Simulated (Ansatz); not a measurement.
## A series in volume scale on NbRu

Results calculated with Ansatz 0.2.0, not measured. Free energy against uniform scaling of the volume at fixed shape and fractions; periodic cell, basis, potentials, k mesh and filling as listed.

The cell before it is scaled or strained (space group Pm-3m, No. 221):
```
CELL_PARAMETERS angstrom
3.18400 0.00000 0.00000
0.00000 3.18400 0.00000
0.00000 0.00000 3.18400
ATOMIC_POSITIONS crystal
Nb 0.00000 0.00000 0.00000
Ru 0.50000 0.50000 0.50000
```

Settings of every row: functional PBEsol; dispersion none; potentials all-electron LAPW; k mesh 9x9x9; k shift 0x0x0; occupations cold; smearing width 0.05 eV; spin none.

Limits: coarse k mesh, up to 40 meV an atom off.

```
row  volume scale  V (Å³/atom)  energy above lowest point (meV/atom)
  1          0.94       15.171                                   4.3
  2          0.96       15.494                                     0
  3          0.98       15.817                                   6.4
  4             1       16.139                                     ?
  5          1.02       16.462                                  46.7
  6          1.04       16.785                                  78.6
  7          1.06       17.108                                 117.3
```

Question: what energy above lowest point should row 4 give?

Worked fit of energy above lowest point. Take u = (V_r/V)^(2/3) − 1 with V_r = 16.139 Å³ an atom, which is twice the finite (Eulerian) strain; such expansions in the strain, on which the Birch-Murnaghan equation of state is built, carry the rest volume and the bulk modulus. The shown rows have u = 0.0421, 0.02756, 0.01353, -0.01312, -0.02583, -0.03813. Least squares give energy above lowest point = 22.29 − 1522.7 × u + 25699 × u² + 7598 × u³ meV/atom; a parabola predicts inner rows, each left out in turn, worse (root mean square 0.18 against 0.048 meV/atom). All shown rows lie on it to the printed digit. Its lowest point lies at u = 0.0292, or V = 15.46 Å³ an atom, and the curvature there gives the bulk modulus at fixed shape and fractions, B = (4/9)(1 + u)² E″(u)/V = 257 GPa. The withheld row has u = 0, so the fit gives 22.29 − 1522.7 × (0) + 25699 × (0)² + 7598 × (0)³ = 22.3 meV/atom.

The calculation gave 22.3 meV/atom. The fit meets it to the printed digit.
